## Appendix: Limits and scaling of layered tunnel barriers

**Model.** Offsets $\phi_i$ are measured from the energy of the injected electron, and $J\propto e^{-S}$ with $S=2\int\kappa\,dz$ (WKB, parabolic bands, no trapped charge or image force). Continuity of $\epsilon F$ divides the stack voltage $V$ in proportion to $t_i/\epsilon_i$. Define $\kappa_i=\sqrt{2m_i\phi_i}/\hbar$.

**Two layers (VARIOT).** For SiO$_2$ ($t_1,\epsilon_1$) followed by a high-$k$ layer with $\phi_2<\phi_1$, layer 2 turns triangular at $qV=\phi_2$ and leaves the path when the drop across layer 1 reaches $\phi_2$:
$$qV^*=\phi_2\left[1+\frac{\epsilon_1t_2}{\epsilon_2t_1}\right].$$
An oxide of equal EOT has the same field, so above $V^*$ the path is part of the oxide's path and $S\le S_{ox}$. At $V\to0$, $S-S_{ox}=2t_2(\kappa_2-\kappa_1\epsilon_1/\epsilon_2)$. If this is positive, the exponential program-to-retention ratio exceeds that of the oxide.

**Crested N/O/N stack.** Eight dimensional quantities ($t_N,t_O,\phi_N,\phi_O,qV,m_N,m_O,\hbar$) give five groups, $\lambda=\kappa_Ot_O$, $v=qV/\phi_O$, $r=\phi_N/\phi_O<1$, $\tau=t_N/t_O$ and $\mu=m_N/m_O$, joined by $\eta=\epsilon_O/\epsilon_N$. With $x=\eta\tau$, the EOT is $L=t_O(1+2x)$, each nitride drops the fraction $f=x/(1+2x)$, and
$$S=\frac{4\lambda(1+2x)}{3v}\Big\{\frac{\sqrt\mu}{\eta}\big[r^{3/2}-(r-fv)_+^{3/2}+(r-\bar fv)_+^{3/2}-(r-v)_+^{3/2}\big]+(1-fv)_+^{3/2}-(1-\bar fv)_+^{3/2}\Big\},$$
where $\bar f=1-f$ and $(y)_+=\max(y,0)$. The entry nitride never leaves the path, but it lowers the crest by $fqV$.

**Inputs** (approximate, electrons from Si): $\phi_O=3.1$ eV, $\phi_N=2.1$ eV, $\epsilon_O=3.9$, $\epsilon_N=7.5$, both masses $0.5m_0$. For an illustrative 2/2/2 nm stack, $\kappa_O=6.38$ nm$^{-1}$, $\kappa_N=5.25$ nm$^{-1}$, $\eta=0.52$, $L=4.08$ nm, $f=0.255$.

**Bias.** The crossovers in $qV$ are: exit nitride triangular at $\phi_N$ and gone at $qV^*=\phi_N/\bar f=2.82$ eV, oxide triangular at $\phi_O/\bar f=4.16$ eV, entry nitride triangular at $\phi_N/f=8.24$ eV, oxide gone at $\phi_O/f=12.2$ eV. The exit term vanishes as $(V^*-V)^{3/2}$, so $dS/dV$ is continuous there.

For $qV\ll\phi_N$, a layer with voltage fraction $f_i$ and midpoint at fractional potential $c_i$ gives
$$S_i=2\kappa_it_i\left[1-\frac{c_iqV}{2\phi_i}-\frac{(c_i^2+f_i^2/12)(qV)^2}{8\phi_i^2}+\dots\right].$$
Symmetry ($c_1+c_3=1$, $c_2=1/2$) makes the slope $\kappa_Nt_N/\phi_N+\kappa_Ot_O/2\phi_O$ independent of $\eta$. Here $S\approx67.5-7.06V-0.56V^2$ ($V$ in volts), or 59.9 at 1 V. The oxide slope is 4.20.

Above $\phi_O/f$ both barriers are Fowler–Nordheim triangles, $S\propto1/V$, with $S/S_{ox}=\sqrt\mu\,r^{3/2}/\eta=1.07$. This equals unity at $r=(\eta^2/\mu)^{1/3}$, or $\phi_N=2.0$ eV, within the uncertainty of the input. The regime is formal: 8.24 V already means 2.0 V/nm in the oxide, above typical breakdown.

**Other parameters.**
- $\lambda$ multiplies $S$ and moves no crossover. WKB needs $S\gg1$.
- $x$: $qV^*/\phi_N=(1+2x)/(1+x)$, which is $1+x$ for $x\ll1$ and $2-1/x$ for $x\gg1$, crossing over at $x\sim1$. Unlike the two-layer $V^*$, it is bounded.
- $\eta\to0$: the crest lowering vanishes as $xqV$, and the entry nitride costs almost its full $2\kappa_Nt_N$ at program.
- $r,\mu$: $S(0)-S_{ox}(0)=4t_N(\kappa_N-\eta\kappa_O)$ changes sign at $\mu r=\eta^2$ (here 0.68 against 0.27). For $\mu r\to0$ the nitrides add only $4\lambda\tau\sqrt{\mu r}$ to $S(0)$. For $r\to1$, $V^*$ merges with $\phi_O/q\bar f$.
- $T$: an electron at energy $E$ above the injection level sees all offsets lowered by $E$ and has weight $e^{-S(E)-E/k_BT}$. To exponential accuracy, hot electrons dominate once $1/k_BT<\max_E[S(0)-S(E)]/E$. The local condition $sk_BT>1$, with $s=\partial S/\partial\phi$ for a common shift of all offsets, is sufficient but not necessary: a rectangular barrier crosses over at $k_BT=\phi/S$, half of $1/s$. At 1 V the ratio peaks at 23.8 eV$^{-1}$ ($E=1.33$ eV, exit nitride nearly cleared) and again at 23.7 eV$^{-1}$ ($E=2.04$ eV, entry nitride nearly cleared), against $s=16.2$ eV$^{-1}$. The model's crossover lies near $4.9\times10^2$ K.

**Numbers.**

| $S$ at | 0 V | 1 V | 4 V | decades, 1 V to 4 V |
|---|---|---|---|---|
| N/O/N | 67.5 | 59.8 | 32.8 | 11.7 |
| SiO$_2$, 4.08 nm | 52.0 | 47.6 | 26.9 | 9.0 |

The model's gain is 2.7 decades at an oxide field of 0.98 V/nm. It comes from retention, since the stack is less transparent than the oxide at 4 V. The same material ordered O/N (2/4 nm, oxide injection) has $V^*=4.28$ V and $S(4\,\mathrm V)=21.4$.

The prefactor of a cold, strongly degenerate emitter, $\propto s^{-2}$, adds 0.4 decade to the gain, while $m_N=0.4m_0$ cuts the exponential gain to 1.9. Real nitride typically leaks through traps at low field, so its ratio falls short of the model's 11.7 decades, typically by several decades.